## Tetrahalides of group 14: seven questions

Each molecule below has four halogen atoms around one atom of group 14 and 32 valence electrons. HOMO is the highest filled level and LUMO the lowest empty one. Polarisability measures how far a weak electric field shifts the electron cloud.

PySCF 2.14.0, PBE0/def2-SVP with density fitting, for closed-shell group 14 tetrahalides in the gas phase, each at the lowest minimum found from several start shapes. ECP marks a scalar-relativistic core potential on Sn or Pb; spin-orbit coupling is left out. Mulliken, Löwdin and APT (atomic polar tensor) charges are for the central atom, and the polarisability is the mean.

```
molecule  Z of the centre        relativity  point group  mean bond to the centre (Å)  Mulliken (e)  Löwdin (e)  APT (e)  HOMO (eV)  LUMO (eV)  polarisability (bohr^3)
    SiF4               14  non-relativistic           Td                        1.586          1.24        0.63     2.37     -12.54       0.43                     15.8
   GeCl4               32  non-relativistic           Td                        2.126          0.74       -0.19     2.00      -9.54      -2.18                     58.8
    GeF4               32  non-relativistic           Td                        1.698          1.40        0.66     2.28     -12.48      -1.75                     19.5
   SnCl4               50               ECP           Td                        2.317          0.87        0.13     2.04      -9.62      -3.42                     68.2
    SnF4               50               ECP           Td                        1.902          1.57        1.08     2.30     -12.04      -3.74                     25.0
   PbCl4               82               ECP           Td                        2.413          0.87        0.12     1.94      -9.61      -4.99                     80.2
    PbF4               82               ECP          D2d                        2.003          1.52        1.08     2.21     -11.80      -5.53                     31.8
```

**1. At the same centre, which cloud is softer, that of the chloride or that of the fluoride?**

The chloride is softer, by a factor of 2.5 to 3. Chlorine holds its outer 3p electrons less tightly than fluorine holds its 2p electrons, and they reach further out, so a field displaces them more. The longer bonds alone don't explain the contrast. If polarisability is divided by the cube of the bond length, both in atomic units, the chlorides still give 0.8 to 0.9 and the fluorides only 0.5 to 0.6.

The small basis has no diffuse functions and makes all these polarisabilities too low. The order of the two halides is safe, but the exact factor is less so.

**2. Why do the three chlorides have nearly the same HOMO?**

The HOMO belongs almost wholly to the halogens. In a tetrahedral molecule the lone pairs can combine into a set of three levels, called $t_1$, whose pattern of signs matches no s, p or d orbital of the central atom. The centre can't form a bond with this set, and replacing germanium by lead leaves the level in place to within 0.1 eV. In SnCl₄ and PbCl₄ the top filled level is indeed threefold.

Replacing chlorine by fluorine at a fixed centre, in contrast, lowers the HOMO by 2.2 to 2.9 eV. Symmetry forbids only the bond with the centre, though. The set still feels the charges around it and the contact among the halogens, so its level need not stay fixed, and from GeF₄ to PbF₄ the HOMO rises by 0.68 eV. A likely reason is that the positive centre holds the fluorine lone pairs less firmly as the bonds lengthen, but no calculation here isolates this.

**3. Why does the LUMO fall so far when the HOMO stays put?**

The LUMO does contain the centre. Symmetry allows the s orbital of the central atom to mix with the halogens, and the antibonding partner of that mixture is the natural lowest empty level. Its pattern shows in PbCl₄: one single level at −4.99 eV, with the next empty ones only just below zero.

From GeCl₄ to PbCl₄ this level drops by 2.81 eV. A likely part of the cause is weaker overlap in the longer bonds, which pushes the antibonding level up less, but no calculation here isolates it. In lead, relativity also binds the 6s electrons more tightly, which is well-known physics, though the table doesn't measure its share.

**4. Can the gap of PbCl₄ be guessed from other molecules?**

If the halogen sets the HOMO and the centre sets the LUMO, each level can be borrowed from a molecule that shares the relevant atom. The HOMO energy $E_\mathrm{H}$ then comes from another chloride and the LUMO energy $E_\mathrm{L}$ from the fluoride of lead:

$$
E_\mathrm{gap}(\mathrm{PbCl_4}) \approx E_\mathrm{L}(\mathrm{PbF_4}) - E_\mathrm{H}(\mathrm{GeCl_4}) = -5.53 + 9.54 = 4.01\ \mathrm{eV}
$$

The computed gap is 4.62 eV, so the guess is 13 % too small. Nothing was fitted, and no level of PbCl₄ itself went in. The same recipe for SnCl₄ falls short by 0.4 eV.

The error comes mostly from the LUMO, which does feel the halogen a little. Going from fluoride to chloride raises it by 0.32 eV at tin and 0.54 eV at lead, but lowers it by 0.43 eV at germanium. Two effects may compete: fluorine draws charge from the centre and so deepens its s level, yet it also sits closer and pushes the antibonding level up. That the balance tips between germanium and tin is a guess.

**5. How positive is the central atom?**

This has no single answer, because a molecule's electron cloud carries no borders between atoms. Mulliken and Löwdin charges divide the cloud by means of the basis functions, in two different ways. The APT charge instead records how the dipole moment changes when an atom moves, and so includes charge that flows during the motion. For germanium in GeCl₄ the results run from −0.19 (Löwdin) to 2.00 (APT).

One statement survives all three definitions: the centre is less positive in the chloride than in the fluoride, as the lower electronegativity of chlorine demands. Its size does not survive, being about 0.3 e in APT and 0.9 e or more in Löwdin at tin and lead. From SiF₄ to GeF₄ even the direction is disputed, since the Mulliken charge rises by 0.16 e and the APT charge falls by 0.09 e. A change of that kind shouldn't be explained by chemistry.

**6. Which entries would a better calculation change?**

The LUMO of SiF₄ is the first suspect. At +0.43 eV it isn't a bound level, and its position depends on how far the basis functions reach; diffuse functions would pull it down. The large fall from SiF₄ to GeF₄ is therefore partly a matter of basis. All the levels, and so the gaps, also depend on the functional. With PBE0 the HOMO usually lies well above minus the ionisation energy, so these numbers serve for comparison and don't predict measured gaps.

The step from germanium to tin also carries a change of method, from a non-relativistic treatment to a core potential that contains the main relativistic effects. The step from tin to lead is cleaner, and there the chloride LUMO still falls by 1.57 eV. Spin-orbit coupling, left out throughout, should hardly disturb this result, because an s-like level has no orbital angular momentum to couple to.

The point group D2d of PbF₄ is probably no real distortion. Its rotational constants differ by only about 0.5 %, and PbCl₄ ended under either label, Td or D2d, at the same energy when started from different shapes. Bending these heavy molecules costs so little that numerical noise can decide the label.

**7. What does this mean for a maker of thin films?**

GeCl₄ and SnCl₄ are used as vapour sources for films that contain germanium or tin, and such a source must at some point take up electrons or give up its halogen. A low LUMO hints at a readiness to accept electrons, and in this table it depends mainly on the central atom. Growth rates and decomposition temperatures depend on reaction energies, barriers and surfaces, which orbital levels don't contain. Nor do these runs test whether a molecule is stable against losing Cl₂ or F₂, a real concern for lead. As a first rule for these halides, change the central atom to shift the empty level and change the halogen to shift the filled one.
